Dear colleague,

Benzene and cyclohexane have nearly the same vapour pressure at every temperature your still will see, so a small positive departure from Raoult's law is enough to make their mixture boil below both pure liquids. I derive below the bubble and dew curves and the azeotrope for the one-parameter liquid, and then put numbers in, so that you can see which features are firm and which hang on a small neglected term.

## Premises and conventions

Component 1 is benzene and 2 is cyclohexane. Liquid mole fractions are $x_1=x$, $x_2=1-x$, vapour fractions $y_1=y$, $y_2=1-y$. $P_i^*(T)$ is the vapour pressure of pure liquid $i$, and activity coefficients refer to the pure liquids, so $\gamma_i\to1$ as $x_i\to1$.

1. Liquid and vapour are in equilibrium: equal $T$, $P$ and $\mu_i$.
2. The vapour is an ideal gas mixture, $\mu_i^V=\mu_i^\circ(T)+RT\ln(y_iP/P^\circ)$.
3. The effect of pressure on the liquid is neglected.
4. The molar excess Gibbs energy of the liquid is $g^E=RT\,A(T)\,x_1x_2$.

The Gibbs-Helmholtz relation gives $h^E=-RT^2\,\partial(g^E/RT)/\partial T=Wx_1x_2$ with $W=-RT^2\,dA/dT$. The strictly regular liquid has no excess entropy: $A=\Omega/RT$ with constant $\Omega$, hence $W=\Omega$ and $h^E=g^E$. I keep $W$ as a symbol of its own, since isothermal results need only $A$.

## Activity coefficients and the equilibrium condition

By definition $RT\ln\gamma_i=\partial(ng^E)/\partial n_i$ with $n=n_1+n_2$. Since $ng^E/RT=An_1n_2/n$,

$$\ln\gamma_1=A\left[\frac{n_2}{n}-\frac{n_1n_2}{n^2}\right]=Ax_2(1-x_1)=Ax_2^2,\qquad \ln\gamma_2=Ax_1^2. \tag{1}$$

The same differentiation of $nh^E$ gives the partial excess enthalpies $\bar h_1^E=Wx_2^2$, $\bar h_2^E=Wx_1^2$, and (1) shows that $\partial\ln\gamma_i/\partial T=-\bar h_i^E/RT^2$ at fixed $x$.

In the liquid $\mu_i^L=\mu_i^{*L}(T,P)+RT\ln x_i\gamma_i$. Pure liquid $i$ coexists with its vapour at $P_i^*$, so $\mu_i^{*L}(T,P_i^*)=\mu_i^\circ+RT\ln(P_i^*/P^\circ)$, and premise 3 lets me use this value at $P$ as well. Setting $\mu_i^L=\mu_i^V$ cancels $\mu_i^\circ$ and $P^\circ$:

$$y_iP=x_i\gamma_iP_i^*. \tag{2}$$

The liquid must also be stable. Its Gibbs energy of mixing is $g^M/RT=x\ln x+(1-x)\ln(1-x)+Ax(1-x)$, whose second derivative is $1/x_1x_2-2A=S/x_1x_2$ with

$$S=1-2Ax_1x_2. \tag{3}$$

Because $x_1x_2\le1/4$, $S>0$ at all compositions exactly when $A<2$. I assume this until the section on validity.

## Bubble and dew curves

Add the two equations (2) and use $y_1+y_2=1$:

$$P=x_1\gamma_1P_1^*+x_2\gamma_2P_2^*. \tag{4}$$

This is the bubble curve, explicit in $x$. Solve (2) instead for $x_i=y_iP/\gamma_iP_i^*$ and use $x_1+x_2=1$:

$$\frac1P=\frac{y_1}{\gamma_1P_1^*}+\frac{y_2}{\gamma_2P_2^*}. \tag{5}$$

This is the dew curve. It is implicit: the $\gamma_i$ in (5) belong to the first drop of liquid, at the unknown $x$, and must not be evaluated at $y$. The link between $x$ and $y$ is the ratio of the two equations (2). With $L=\ln(P_1^*/P_2^*)$ and $x_2^2-x_1^2=(x_2-x_1)(x_2+x_1)=1-2x$,

$$\ln\frac{y}{1-y}=\ln\frac{x}{1-x}+\ln\alpha,\qquad \ln\alpha=\ln\frac{\gamma_1P_1^*}{\gamma_2P_2^*}=L+A(1-2x), \tag{6}$$

where $\alpha$ is the relative volatility. The easy way to draw both curves is to run $x$ from 0 to 1, take $P$ from (4) and $y$ from (6), and plot $P$ against each.

**Slopes at fixed $T$.** From (1), $d(x_1\gamma_1)/dx=\gamma_1(1-2Ax_1x_2)=\gamma_1S$, and likewise $d(x_2\gamma_2)/dx=-\gamma_2S$. From (2), $y_1x_2-y_2x_1=x_1x_2(\gamma_1P_1^*-\gamma_2P_2^*)/P$, and the left side equals $y-x$. Hence

$$\frac{dP}{dx}=(\gamma_1P_1^*-\gamma_2P_2^*)S=\frac{P\,(y-x)\,S}{x_1x_2}. \tag{7}$$

Differentiating (6) gives $(dy/dx)/y_1y_2=1/x_1x_2-2A$, so

$$\frac{dy}{dx}=\frac{y_1y_2}{x_1x_2}S,\qquad \frac{dP}{dy}=\frac{dP/dx}{dy/dx}=\frac{P\,(y-x)}{y_1y_2}. \tag{8}$$

For $S>0$, $y$ rises monotonically from 0 to 1 with $x$, so each vapour has one coexisting liquid and (5) is single-valued. Both slopes have the sign of $y-x$ and vanish together where $y=x$. This is the Gibbs-Konovalov theorem for our model.

The dew curve never lies above the bubble curve. Take an overall composition $z$ and the liquid $x$ with $y(x)=z$; the dew pressure at $z$ is $P(x)$ of (4), the bubble pressure $P(z)$. Suppose $x<z$. A point $u$ with $y(u)=u$ and $x<u\le z$ would need $y(u)>y(x)=z\ge u$, a contradiction, so $y-x$ stays positive up to $z$, (7) is positive there, and $P(x)<P(z)$. The case $x>z$ is the mirror image.

## The azeotrope

An azeotrope is a point $0<x<1$ with $y=x$, which by (6) means $\ln\alpha=0$:

$$x_{az}=\frac12\left[1+\frac{L}{A}\right],\qquad x_1-x_2=\frac LA. \tag{9}$$

The condition $0<x_{az}<1$ is $-1<L/A<1$, that is

$$|A|>|L|=\left|\ln(P_1^*/P_2^*)\right|. \tag{10}$$

As $\ln\alpha$ is linear in $x$, there is at most one azeotrope at each temperature (the case $A=L=0$ is degenerate, with $y=x$ everywhere). Condition (10) also says that the end values $\ln\alpha(0)=L+A$ and $\ln\alpha(1)=L-A$ have opposite signs, since their product is $L^2-A^2$. A temperature $T_B$ at which $P_1^*=P_2^*$ is a Bancroft point. There $L=0$, any $A\ne0$ satisfies (10), and $x_{az}=1/2$.

With $y=x$, (2) reduces to $P_{az}=\gamma_1P_1^*=\gamma_2P_2^*$. Inserting $x_2=(A-L)/2A$ and $x_1=(A+L)/2A$ into (1),

$$\ln\frac{P_{az}}{P_1^*}=\frac{(A-L)^2}{4A},\qquad\ln\frac{P_{az}}{P_2^*}=\frac{(A+L)^2}{4A},$$

and the mean of the two is

$$P_{az}=\sqrt{P_1^*P_2^*}\,\exp\left[\frac A4+\frac{L^2}{4A}\right]. \tag{11}$$

**Maximum or minimum.** Differentiate (7) and (8) at $y=x$, where only the factor $y-x$ contributes. There $dy/dx=S$ and $S-1=-2Ax_1x_2$, so

$$\frac{d^2P}{dx^2}=\frac{PS(S-1)}{x_1x_2}=-2APS,\qquad\frac{d^2P}{dy^2}=\frac{P}{x_1x_2}\left(1-\frac1S\right)=-\frac{2AP}{S}. \tag{12}$$

For a stable liquid both curvatures have the sign of $-A$: a pressure maximum for $0<A<2$, above both $P_i^*$, and a minimum for $A<0$, below both. The bubble curvature is $S^2$ times the dew curvature, so at a maximum ($S<1$) the bubble curve is the flatter one.

## The temperature-composition diagram

Define $\Delta H_i=RT^2\,d\ln P_i^*/dT$, which under premises 2 and 3 is the enthalpy of vaporisation (Clausius-Clapeyron). Differentiate (4) at fixed $x$; each term carries the weight $x_i\gamma_iP_i^*/P=y_i$:

$$\left(\frac{\partial\ln P}{\partial T}\right)_x=\frac{\bar H}{RT^2},\qquad \bar H=\sum_iy_i\,(\Delta H_i-\bar h_i^E). \tag{13}$$

Differentiating (5) at fixed $y$ gives the same form with weights $y_iP/\gamma_iP_i^*=x_i$; the change of the drop composition adds $\sum_ix_i\,\partial\ln\gamma_i/\partial x=-2Ax_1x_2+2Ax_2x_1=0$ (Gibbs-Duhem). If $W$ is smaller than both $\Delta H_i$, both pressures rise with $T$. Equations (4) and (5) at given $P$ then have one root each, the bubble and dew temperatures, and since the dew pressure is the lower one at any $T$, the dew temperature is the higher one at any $P$.

Along the isobar $d\ln P=0$, so (7) and (13) give

$$\left(\frac{dT}{dx}\right)_P=-\frac{RT^2}{\bar H}\,\frac{(y-x)S}{x_1x_2}. \tag{14}$$

The bubble temperature is stationary where $y=x$, at the temperature that solves $P_{az}(T)=P$ in (11), provided (10) holds there. At that point $dT/dx=0$, so $dy/dx=S$ as on the isotherm. Differentiating the factor $y-x$ again, and using $y-x_{az}\simeq S(x-x_{az})$ for the dew curve,

$$\frac{d^2T}{dx^2}=\frac{2AS\,RT^2}{\bar H},\qquad\frac{d^2T}{dy^2}=\frac{2A\,RT^2}{S\bar H}. \tag{15}$$

So $0<A<2$ gives a minimum-boiling azeotrope and $A<0$ a maximum-boiling one.

Two results describe the azeotropic line. Because $\partial P/\partial x=0$ on it, $d\ln P_{az}/dT$ is (13) with $y=x$, where $\bar H=x_1\Delta H_1+x_2\Delta H_2-Wx_1x_2$. Differentiating (9) with $dL/dT=(\Delta H_1-\Delta H_2)/RT^2$ and $dA/dT=-W/RT^2$,

$$\frac{dx_{az}}{dT}=\frac{1}{2A}\left[\frac{dL}{dT}-\frac LA\frac{dA}{dT}\right]=\frac{\Delta H_1-\Delta H_2+W(x_1-x_2)}{2A\,RT^2}. \tag{16}$$

At the Bancroft point the $W$ term vanishes, and the drift is set by the pure liquids and $A$ alone.

## Range of validity

**Liquid splitting.** For $A>2$ two liquids $x'<x''$ coexist with equal activities $a_i=x_i\gamma_i$. The symmetry $a_2(x)=a_1(1-x)$ makes $x''=1-x'$ a solution if $a_1(x')=a_2(x')=a$, that is $\ln[(1-x')/x']=A(1-2x')$. If (9) falls outside this gap, $S>0$ there and all results stand. The vapour over both liquids has, by (2), $P=a(P_1^*+P_2^*)$ and $\ln[y/(1-y)]=L$. It lies between $x'$ and $x''$ when $|L|<A(1-2x')$, which by (9) is precisely when $x_{az}$ falls inside the gap. Then (9) describes no stable phase and the system has a heteroazeotrope with $y=P_1^*/(P_1^*+P_2^*)$. Where $S<0$, (12) even reverses sign, so "maximum for $A>0$" needs the stable liquid.

**Real vapour and liquid volume.** To second virial order the residual molar Gibbs energy of the vapour is $P(y_1B_{11}+y_2B_{22}+y_1y_2\delta)$ with $\delta=2B_{12}-B_{11}-B_{22}$. Differentiating as in (1) adds $P(B_{ii}+y_j^2\delta)$ to $\mu_i^V$ ($j\neq i$); the pure reference gains $B_{ii}P_i^*$ and the liquid gains $v_i(P-P_i^*)$, with $v_i$ its molar volume. Then (2) acquires the factor $\exp(\epsilon_i-P\delta y_j^2/RT)$ with

$$\epsilon_i=\frac{(v_i-B_{ii})(P-P_i^*)}{RT}. \tag{17}$$

At $y=x$ this replaces $L$ by $L+\epsilon_1-\epsilon_2$ and $A$ by $A-P\delta/RT$. The premises hold when $\epsilon_i\ll|A|/4$ and $P|\delta|/RT\ll|A|$, which fails well before the critical region.

**Asymmetry.** Add the next Redlich-Kister term, $g^E/RT=x_1x_2[A+C(x_1-x_2)]$. For any binary $\ln(\gamma_1/\gamma_2)=d(g^E/RT)/dx$, since $\ln\gamma_1=g+x_2g'$ and $\ln\gamma_2=g-x_1g'$ for $g=g^E/RT$. With $u=x-1/2$, $g=(\tfrac14-u^2)(A+2Cu)$ and $g'=-2Au+C(\tfrac12-6u^2)$. For small $u$,

$$x_{az}-\tfrac12\simeq\frac{L+C/2}{2A}. \tag{18}$$

Near a Bancroft point $L$ is small, so $C/2$ competes with it directly. The existence of the azeotrope survives while $|L|$ and $|C|$ are small against $|A|$; its exact symmetry does not.

**Temperature dependence.** Strict regularity ties $W$ to $RTA$. This matters whenever $A$ is carried over tens of kelvin.

## Numbers for benzene and cyclohexane

For the vapour pressures I use typical Antoine constants, $\log_{10}(P^*/\mathrm{kPa})=a-b/(t+c)$ with $t$ in °C: $a=6.0306$, $b=1211.0$, $c=220.79$ for benzene and $a=5.9662$, $b=1201.5$, $c=222.65$ for cyclohexane. I assume $A=0.40$ at $T_B$, a round value chosen to be of the size typical for this pair near 50 °C. All results below are the model's.

Equating the two Antoine forms gives $t_B=52.7$ °C, $T_B=325.9$ K, $P_B=40.11$ kPa. From $\Delta H_i=RT^2\,b\ln10/(t+c)^2$, $\Delta H_1=32.91$ and $\Delta H_2=32.21$ kJ/mol, a difference of 0.70 kJ/mol, so $dL/dT=7.9\times10^{-4}$ K$^{-1}$. The two curves cross at a grazing angle: a change of 0.002 in $L$ moves $T_B$ by 2.5 K but $x_{az}$ by only 0.0025. Treat $T_B$ as known to a few kelvin. The strictly regular liquid has $\Omega=RT_BA=1.08$ kJ/mol and an equimolar $g^E$ of 271 J/mol.

The table gives the isotherm at $T_B$ from (4) and (6), and the isobar at $P_B$, on which both pure liquids boil at $t_B$, from the root of (4) with $A=\Omega/RT$. The second decimals show the shape of the curves and no more.

| $x$ | $P$/kPa at $T_B$ | $y$ at $T_B$ | $t$/°C at $P_B$ | $y$ at $P_B$ |
|---|---|---|---|---|
| 0.1 | 41.79 | 0.133 | 51.62 | 0.133 |
| 0.3 | 43.74 | 0.335 | 50.38 | 0.334 |
| 0.5 | 44.33 | 0.500 | 50.03 | 0.499 |
| 0.9 | 41.79 | 0.867 | 51.63 | 0.867 |

On the isotherm $\ln(P_{az}/P_B)=A/4=0.100$, an excess of 4.22 kPa, with $S=0.80$ and curvatures $-0.64P$ (bubble) and $-1.00P$ (dew) from (12). On the isobar the azeotrope lies 2.71 K below $T_B$, at $x_{az}=0.497$; the linear estimate $(A/4)RT_B^2/\bar H$ from (13) gives 2.73 K. The drift (16) at $T_B$ is $9.9\times10^{-4}$ K$^{-1}$, towards benzene on heating.

**Size of the neglected terms.** With assumed values $B_{11}=-1150$, $B_{22}=-1300$, $v_1=93$, $v_2=112$ cm$^3$/mol, (17) gives $\epsilon_1=0.0019$ and $\epsilon_2=0.0022$ at the isothermal azeotrope. These are small against 0.100, and their difference moves $x_{az}$ by $-0.0003$. An assumed $|\delta|=100$ cm$^3$/mol changes $A$ by 0.0016. The exact Clapeyron equation, with $\Delta v=RT/P+B_{ii}-v_i$, makes the slope-defined $\Delta H_1$ exceed the calorimetric one by about the fraction $(v_1-B_{11})P_B/RT_B=0.018$; equations (13) to (16) call for the slopes.

Strict regularity is the weak premise. It makes the equimolar $h^E$ equal to 271 J/mol, whereas about 0.75 kJ/mol is typical for this pair, so the model is low by a factor of about 2.8. I therefore repeat the calculation with an assumed constant $W=3.0$ kJ/mol, chosen to reproduce that typical enthalpy. Integrating $dA/dT=-W/RT^2$ gives $A=0.40+(W/R)(1/T-1/T_B)$, which returns $\Omega/RT$ for $W=\Omega$. At $P_B$ the depression changes only from 2.71 to 2.75 K, so 2.7 K is the figure to keep. At 101.325 kPa the Antoine forms put the pure boiling points at 80.1 and 80.7 °C, and (11) and (9) give:

| | $t_{az}$/°C | $A$ | $L$ | $x_1-x_2$ | $x_{az}$ | depression below benzene/K |
|---|---|---|---|---|---|---|
| $W=\Omega$ | 77.4 | 0.37 | 0.017 | 0.047 | 0.52 | 2.7 |
| $W=3.0$ kJ/mol | 77.8 | 0.32 | 0.018 | 0.055 | 0.53 | 2.3 |

Condition (10) is met by a wide margin in both rows, while the depression depends visibly on $W$.

The composition is limited by asymmetry. An assumed $C=0.03$ shifts $x_{az}$ at $T_B$ by $C/4A=0.019$, comparable with the whole displacement of 0.023 from $1/2$ that the regular model yields at 101.325 kPa. In a linear estimate the equimolar azeotrope would then sit $(C/2)/(dL/dT)=19$ K below $T_B$. Two decimals in $x_{az}$ are thus the most the model supports. The same fact makes an isotherm at $T_B$ the informative experiment: by (11) and (18), after the small correction (17), $4\ln(P_{az}/P^*)$ returns $A$ and $4A(x_{az}-\tfrac12)$ returns $C$, the latter with an uncertainty of twice that in $L$.